An error of one per cent in either of two large terms becomes an error of roughly fifteen per cent in the quantity of this table. The magnetisability is the magnetic moment that a field induces in a molecule, divided by the field; its negative sign means that the moment opposes the field. It is the small remainder of a large diamagnetic part and a nearly equal paramagnetic part of opposite sign. A level of theory can therefore describe both parts well and still miss their sum.

The diamagnetic part depends only on how widely the electrons are spread. The paramagnetic part arises because the field mixes empty orbitals into the occupied ones, and so it needs empty orbitals of the right shape. This difference explains why some choices of basis set matter here far more than the choice of density functional.

Isotropic magnetisability and molar magnetic susceptibility of [SiH3]/C=C/[SiH2]P (SMILES), computed with PySCF 2.14.0 at the listed levels (functional/basis), non-relativistic, with gauge-including orbitals (GIAO) and density fitting. All rows use one gas-phase conformer at its PBE0-D3(BJ)/def2-SVP geometry, without vibrational averaging.

| level | magnetisability (1e-30 J/T^2) | susceptibility (1e-6 cm^3/mol) |
| --- | --- | --- |
| B3LYP/6-31G | -1368.2 | -82.40 |
| B3LYP/STO-3G | -1341.3 | -80.78 |
| KT1/pcSseg-1 | -1273.3 | -76.68 |
| HSE06/pcSseg-1 | -1269.2 | -76.43 |
| BHandHLYP/pcSseg-1 | -1261.8 | -75.99 |
| B97-2/pcSseg-1 | -1257.8 | -75.75 |
| revPBE/pcSseg-1 | -1252.7 | -75.44 |
| B3LYP/pcSseg-1 | -1250.3 | -75.30 |
| B3LYP/pcseg-1 | -1250.0 | -75.28 |
| B3LYP/6-31++G(d,p) | -1250.0 | -75.28 |
| B97-D/pcSseg-1 | -1240.5 | -74.70 |
| KT3/pcSseg-1 | -1237.4 | -74.52 |
| B3LYP/ANO-RCC-VDZP | -1221.5 | -73.56 |

The smooth model to hold against the table is that the basis does not matter: every B3LYP row should then repeat B3LYP/pcSseg-1, which serves as the reference. The yardstick for a break is the band covered by the eight functionals in the pcSseg-1 basis, which is 2.9 % of the reference value wide. These eight rows define the band and cannot leave it, so only a change of basis can show up as a break. Of the five other bases tried with B3LYP, three do leave it: those of the first two rows and the last. The susceptibility column is the same result converted to one mole, so it shows the same breaks.

At the top stands B3LYP/6-31G, 9.4 % more diamagnetic than the reference. A helium atom shows the likely mechanism in its simplest form. If the atom is moved away from the origin used for the field, its diamagnetic part grows although the atom is unchanged, and its paramagnetic part has to grow equally to cancel this. The cancelling response is a p-shaped admixture to the s orbital; with ordinary s functions alone it is absent, and the atom looks too diamagnetic.

The gauge-including orbitals (GIAO) used in every row cure this fault completely for a single atom, because each basis function carries its own field-dependent phase. The analogy ends at the chemical bond. An electron pair shared by two atoms follows the field with currents that run through both, and these call for polarisation functions: d functions on silicon, phosphorus and carbon, p functions on hydrogen. The 6-31G basis has none of them, so theory leads us to expect too weak a paramagnetic response and a surplus of diamagnetism.

The two parts bear this out. With the origin at the centre of mass, the molar susceptibility $\chi$ splits as

$$\chi=\chi_\mathrm{dia}+\chi_\mathrm{para},\qquad \chi_\mathrm{dia}=-k\,\langle r^2\rangle ,$$

where $\langle r^2\rangle$ is the squared distance from the origin summed over all electrons and $k$ is about 0.79 in units of $10^{-6}$ cm³/mol per square bohr. In the reference row $\chi_\mathrm{dia}$ is 15.23 times the total of −75.30, so $\chi_\mathrm{para}$ is 14.23 times as large as the total and positive. In 6-31G it falls short by only 0.74 %, which amounts to

$$0.0074\times14.23\times75.30\approx7.9 .$$

A slightly weaker diamagnetic part gives back 0.8 of this. The remaining 7.1, set against 75.30, is the whole break of 9.4 %. This is an account of where the error sits rather than an independent prediction. The split itself depends on the chosen origin, but moving the origin by 1 Å would alter such differences by less than 0.5, so the shortfall is not a product of that choice.

The second row, B3LYP/STO-3G, looks better than 6-31G and is in fact worse. Its paramagnetic part falls short by 18.9, more than twice as much, as suits a minimal basis that offers the field very few empty orbitals. On its own this would carry the susceptibility to −94.2. The computed value is only −80.8 because the electron cloud is also too compact, by about 17 square bohr in $\langle r^2\rangle$, which weakens the diamagnetic part by $0.79\times17\approx13.4$. The cloud shrinks by similar amounts in all three directions, as expected if each atom is too tight rather than charge having moved from one end of the molecule to the other.

From KT1 down to KT3 the rows lie close together. Their steady order means nothing in itself, because the table is sorted by value; the small spread is what needs explaining. All ten of these rows use bases with polarisation functions, and all describe the molecule at the same geometry. The functionals then produce similar electron clouds, and the field finds the same kinds of empty orbital to mix in. KT1 and KT3, two closely related functionals, mark the two ends of the band; most of the gap between them is diamagnetic, because the KT3 cloud is the more compact one. A place within the band is no measure of accuracy.

This middle stretch also holds the controls for the explanation of the first two rows. With B3LYP, the bases pcSseg-1, pcseg-1 and 6-31++G(d,p) agree to within 0.03 %. The first has extra tight functions near the nuclei and the last has extra diffuse ones, so neither addition seems to matter much for the total. Part of this close agreement is cancellation: the two parts shift by up to about 0.8 in opposite senses, which is still only about a tenth of the paramagnetic shortfall in 6-31G. What the three share, and what 6-31G lacks, is polarisation functions. The bases differ in other details too, so this is strong support for the cause rather than a clean isolation of it. Nor does the agreement show that the basis is converged: the difference in response between directions still varies by about 2 % among the three.

The last row, B3LYP/ANO-RCC-VDZP, breaks the pattern the other way and for another reason. It is 2.3 % less diamagnetic than the reference, a smaller break that takes it beyond the weak end of the band by a little less than half the band's width. This basis does have polarisation functions, and its paramagnetic part agrees with that of the reference to within 0.01. So close a match belongs to the choice of reference, however. Set against pcseg-1, which gives nearly the same total as the reference, the deviation of 1.7 is about half diamagnetic and half paramagnetic. What holds against all three bases of the controls is that the electron cloud is narrower across the long axis of the molecule and almost unchanged along it, which weakens the diamagnetic part.

Why the cloud is narrower is less certain. The fixed combinations of functions in this basis were designed for calculations that include relativity, whereas the present run is non-relativistic. That mismatch may distort the outer electrons, but another weakness of this small basis could do the same, and the table does not separate the two. In either case the low value is an artefact to suspect, not a relativistic effect.

For this molecule, then, the first thing to settle is whether the basis has polarisation functions; the choice among these functionals comes second. A smaller error in the total is weak evidence for a better level, as STO-3G shows beside 6-31G, until its two parts have been inspected. The printed analysis below lists, for every row, how far both parts differ from those of the reference.

Printed output of the fit:

```
Change from B3LYP/pcSseg-1 (magnetisability in 1e-30 J/T^2; dia and para parts in 1e-6 cm^3/mol; extent of the cloud along a b c in bohr^2):
                 row   total   percent      dia     para  along a   along b  along c
         B3LYP/6-31G  -117.9      9.43   0.8267   -7.927  -0.7559  -0.02189   -0.266
        B3LYP/STO-3G     -91     7.278    13.44   -18.92   -5.694    -5.424   -5.849
        KT1/pcSseg-1     -23      1.84   0.4287   -1.809  -0.6035  -0.02778  0.09007
      HSE06/pcSseg-1   -18.9     1.512    0.716   -1.846  -0.5429   -0.2332  -0.1279
  BHandHLYP/pcSseg-1   -11.5    0.9198  -0.4097  -0.2803   0.1503    0.1326   0.2344
      B97-2/pcSseg-1    -7.5    0.5999   0.9963   -1.446   -0.572   -0.3767  -0.3093
     revPBE/pcSseg-1    -2.4     0.192   0.8397  -0.9797  -0.4457   -0.2908  -0.3237
      B3LYP/pcSseg-1       0         0        0        0        0         0        0
       B3LYP/pcseg-1     0.3  -0.02399    0.847   -0.827  -0.2698   -0.4011  -0.3986
  B3LYP/6-31++G(d,p)     0.3  -0.02399    0.501   -0.481  -0.1191   -0.2723  -0.2412
      B97-D/pcSseg-1     9.8   -0.7838    0.718   -0.118  -0.3333   -0.2685  -0.3047
        KT3/pcSseg-1    12.9    -1.032    2.128   -1.348   -1.021   -0.8641  -0.8018
  B3LYP/ANO-RCC-VDZP    28.8    -2.303    1.746   -0.006  -0.1439    -1.029   -1.031
Width of the band of eight functionals in pcSseg-1, 1e-30 J/T^2: 35.9
The same width in percent of B3LYP/pcSseg-1: 2.871
Number of rows outside this band: 3
B3LYP/6-31G lies beyond the diamagnetic edge of the band by, 1e-30 J/T^2: 94.9
B3LYP/STO-3G lies beyond the same edge by, 1e-30 J/T^2: 68
B3LYP/ANO-RCC-VDZP lies beyond the weak edge by, 1e-30 J/T^2: 15.9
Diamagnetic part over total for B3LYP/pcSseg-1: 15.23
Paramagnetic shortfall of 6-31G in percent of that part: 0.7396
Range of the paramagnetic part over all polarised rows, 1e-6 cm^3/mol: 1.846
STO-3G susceptibility if only its paramagnetic part were wrong, 1e-6 cm^3/mol: -94.22
Largest change of any dia or para difference for a gauge shift of 1 angstrom, 1e-6 cm^3/mol: 0.4598
KT1 less KT3 in total susceptibility, 1e-6 cm^3/mol: -2.16
KT1 less KT3 in the diamagnetic part, 1e-6 cm^3/mol: -1.7
```
